Turning part of a molecule about a single bond typically costs one to a few tenths of an electronvolt. Twisting a carbon–carbon double bond until its π bond is gone costs several electronvolts. The problem below uses this contrast, and a smaller effect within the single bonds, to forecast two boron compounds.

Isolated molecules, computed with Ansatz 0.2.0 at the restricted PBE0/def2-SVP level, all as singlets. The barriers come from climbing-image nudged elastic bands between relaxed ends and are differences in electronic energy, without zero-point terms.

| system | dispersion | charge | force component limit | bonds made and broken | barrier forward (eV) | barrier backward (eV) | reaction energy (eV) |
| --- | --- | --- | --- | --- | --- | --- | --- |
| OBB(O)F | D4 | 0 e | 0.05 eV/angstrom | ? | ? | ? | ? |
| BCBF | D4 | 0 e | 0.03 eV/angstrom | ? | ? | ? | ? |
| CC(CN)CF | none | 0 e | 0.03 eV/angstrom | none | 0.133 | 0.134 | 0.000 |
| CBBF | none | 0 e | 0.05 eV/angstrom | none | 0.216 | 0.213 | 0.004 |
| C=CB(F)F | D4 | 0 e | 0.05 eV/angstrom | none | 0.244 | 0.244 | 0.000 |
| OBCF | D4 | 0 e | 0.05 eV/angstrom | none | 0.347 | 0.120 | 0.228 |
| N[CH+]CF | none | 1 e | 0.05 eV/angstrom | none | 0.470 | 0.170 | 0.300 |
| CN=CF | D4 | 0 e | 0.05 eV/angstrom | none | 0.743 | 0.695 | 0.047 |
| C=CF | none | 0 e | 0.05 eV/angstrom | none | 3.665 | 3.665 | 0.000 |

The formulas are written as chains with most hydrogens left out: OBCF is HO–BH–CH₂F, BCBF is H₂B–CH₂–BHF, and OBB(O)F is HO–BH–B(OH)F. The forward barrier is the height of the top above the start of the path, and the backward barrier is its height above the end. The reaction energy is the difference between the two.

**(a) CN=CF and C=CF both contain a double bond. Why do their barriers differ about fivefold, and which rows can serve as a guide to the withheld ones?**

*Solution.* In C=CF the two CH₂ and CHF halves are turned against each other. The p orbitals that form the π bond then lose their overlap, and two electrons are left almost unpaired. Restricted orbitals force these two electrons to share one orbital, which describes such a state badly. The computed 3.67 eV is therefore too high, though the true cost is still several electronvolts.

CN=CF finds a cheaper way. Its C–N–C angle opens from about 122° at the start to nearly 180° at the top, so the nitrogen swings through a straight arrangement. This is an inversion: the π bond survives, and the price of 0.74 eV is paid mainly by the lone pair on nitrogen, which loses its s character.

Neither motion resembles a turn about a single bond. The guide must come from the other five known rows, whose forward barriers run from 0.13 to 0.47 eV.

**(b) Explain the spread among these five rows and forecast the forward barriers of BCBF and OBB(O)F.**

*Solution.* OBCF shows where a high single-bond barrier can come from. At the start, the hydrogen of its OH group lies 2.1 Å from fluorine, close enough for a weak hydrogen bond. At the top the distance is 3.1 Å and the contact is open. The forward barrier is 0.35 eV, but the backward barrier is only 0.12 eV.

That asymmetry is the clue. A top that was itself unusually high would be costly to reach from both sides. Here only the way out of the start is costly, so it is the start that lies unusually low. The cation N[CH+]CF behaves in the same way, with an NH hydrogen near fluorine at the start.

The energies show that both starts lie well below their ends, and the geometries show that both contacts open. That the contact is the cause is an argument from chemistry. In the cation, the attraction between the positive charge and the C–F dipole may contribute as well.

The simplest model gives every single bond the same basic barrier $E_0$ and adds a term $E_c$ if a contact must be opened:

$$E_\mathrm{forward} = E_0 + c\,E_c ,$$

where $c$ is 1 with a contact at the start and 0 without. A fit to the five single-bond rows gives $E_0 \approx 0.20$ eV and $E_c \approx 0.21$ eV. When each row is predicted from the other four, the typical error is about 0.10 eV. Since only two rows fix the contact term, the forecast ranges are set wider than this by judgement.

For both withheld molecules I assume that the middle bond of the chain turns and that no bond is made or broken.

- **BCBF** has no OH or NH group, so $c = 0$ and the forecast is 0.20 eV, with a range of 0.02 to 0.35 eV. The low edge allows for a flat boron group on a tetrahedral carbon, which can turn almost freely.
- **OBB(O)F** has OH groups, but its starting shape is unknown, and fluorine bound to boron accepts hydrogen bonds poorly. I therefore take $c = 0.5$, meaning undecided. The forecast is $0.20 + 0.5 \times 0.21 \approx 0.30$ eV, with a range of 0.05 to 0.50 eV.

Both barriers should lie below the nitrogen inversion and far below the C=C twist.

**(c) Compare the forecasts with the computed barriers. What do the misses teach?**

The withheld rows as computed:

| system | dispersion | charge | force component limit | bonds made and broken | barrier forward (eV) | barrier backward (eV) | reaction energy (eV) |
| --- | --- | --- | --- | --- | --- | --- | --- |
| OBB(O)F | D4 | 0 e | 0.05 eV/angstrom | none | 0.111 | 0.027 | 0.084 |
| BCBF | D4 | 0 e | 0.03 eV/angstrom | none | 0.121 | 0.121 | 0.000 |

*Solution.* Both forward barriers fall inside their ranges and well below the two double-bond rows. BCBF comes out at 0.12 eV, which is 0.08 eV below the forecast. A miss of this size is normal for the model. One assumption was wrong, however: the run turned the outer bond, between the H₂B group and carbon, and not the middle one. Both are single bonds between boron and carbon, so the model gives the same forecast, but the hit is partly luck. The geometries suggest where the barrier comes from. At the start, the other carbon–boron bond stands well out of the plane of the H₂B group and can donate electrons into its empty p orbital. At the top that bond lies in the plane, and its donation is lost.

OBB(O)F is a hit only because its range was wide. Its barrier is 0.11 eV, about a third of the forecast, and the simple average of the five single-bond rows would have come slightly closer. The forecast also placed OBB(O)F above BCBF, whereas the two barriers are practically equal. A difference of 0.01 eV between them means nothing in electronic energies without zero-point terms.

The undecided contact explains part of the miss. With $c = 0$ the forecast would have been 0.20 eV, still 0.09 eV too high. The forward barrier is thus too low for a contact as strong as those in the two known rows. The start is still favoured, though: it lies 0.08 eV below the end, and the backward barrier is only 0.03 eV. That is the asymmetry of part (b) on a smaller scale. A weak contact at the start, from the OH hydrogen on one boron to the oxygen on the other, could be the cause. At the top this distance is 3.6 Å, so such a contact would be open there. The starting geometry is not among the data shown here, however, so the contact itself is a conjecture.

What remains may lie in the boron–boron bond, and CBBF offers a comparison. Its two boron ends start at right angles and are nearly coplanar at the top, the reverse of an alkene. Each boron has an empty p orbital, and at right angles the σ bonds of the neighbouring boron can donate electrons into it. Flattening the molecule removes that stabilisation, and the forward barrier is 0.22 eV.

OBB(O)F may do the opposite. Its two ends are nearly at right angles at the top; that it starts flat is an assumption, since its starting geometry is not shown. Donation from the σ bonds should therefore stabilise the top here, not the start, and so help to keep the barrier low. Oxygen and fluorine also feed lone pairs into the empty orbitals, which should weaken this donation and make a flat start possible. This fits the small barrier, but it is an explanation after the event, and one pair of molecules does not test it. The lesson is to look at the shape of the start before carrying a barrier over from a similar bond.

All these barriers belong to the paths that were found. The D4 dispersion term was used in some rows and not in others, and its share of the barriers is not known. The data shown here do not confirm that the tops are true saddles with a single downhill vibration. The output below gives the fit and its misses.

The analysis program printed:

```
fit of barrier_forward on 5 rows (single == 1): constant 0.1977 +/- 0.04, coefficient of contact 0.2108 +/- 0.063; rms 0.0533, worst CC(CN)CF 0.0647, leave-one-out rms 0.0951
  rows outside the fit (model, value, miss): OBB(O)F 0.3031, 0.111, 0.192; BCBF 0.1977, 0.121, 0.0767; CN=CF 0.1977, 0.743, -0.545; C=CF 0.1977, 3.665, -3.47
fit of barrier_forward on 5 rows (single == 1): constant 0.282 +/- 0.058; rms 0.116, worst N[CH+]CF -0.188, leave-one-out rms 0.145
  rows outside the fit (model, value, miss): OBB(O)F 0.282, 0.111, 0.171; BCBF 0.282, 0.121, 0.161; CN=CF 0.282, 0.743, -0.461; C=CF 0.282, 3.665, -3.38
mean forward barrier of known single-bond rows without contact, eV: 0.1977
mean forward barrier of the two contact rows, eV: 0.4085
mean backward barrier of the two contact rows, eV: 0.145
mean reaction energy of the two contact rows, eV: 0.264
C-C double-bond twist over C-N inversion, ratio of forward barriers: 4.933
OBCF distance H to F at the start, angstrom: 2.122
OBCF distance H to F at the top, angstrom: 3.147
iminium cation distance H to F at the start, angstrom: 2.186
iminium cation distance H to F at the top, angstrom: 3.052
C-N-C angle of the imine at the start, degrees: 121.9
C-N-C angle of the imine at the top, degrees: 178.5
OBB(O)F inside its range 0.05 to 0.50 eV (1 yes, 0 no): 1
BCBF inside its range 0.02 to 0.35 eV (1 yes, 0 no): 1
OBB(O)F forward barrier less the mean without contact, eV: -0.08667
OBB(O)F forward barrier less the mean with contact, eV: -0.2975
```
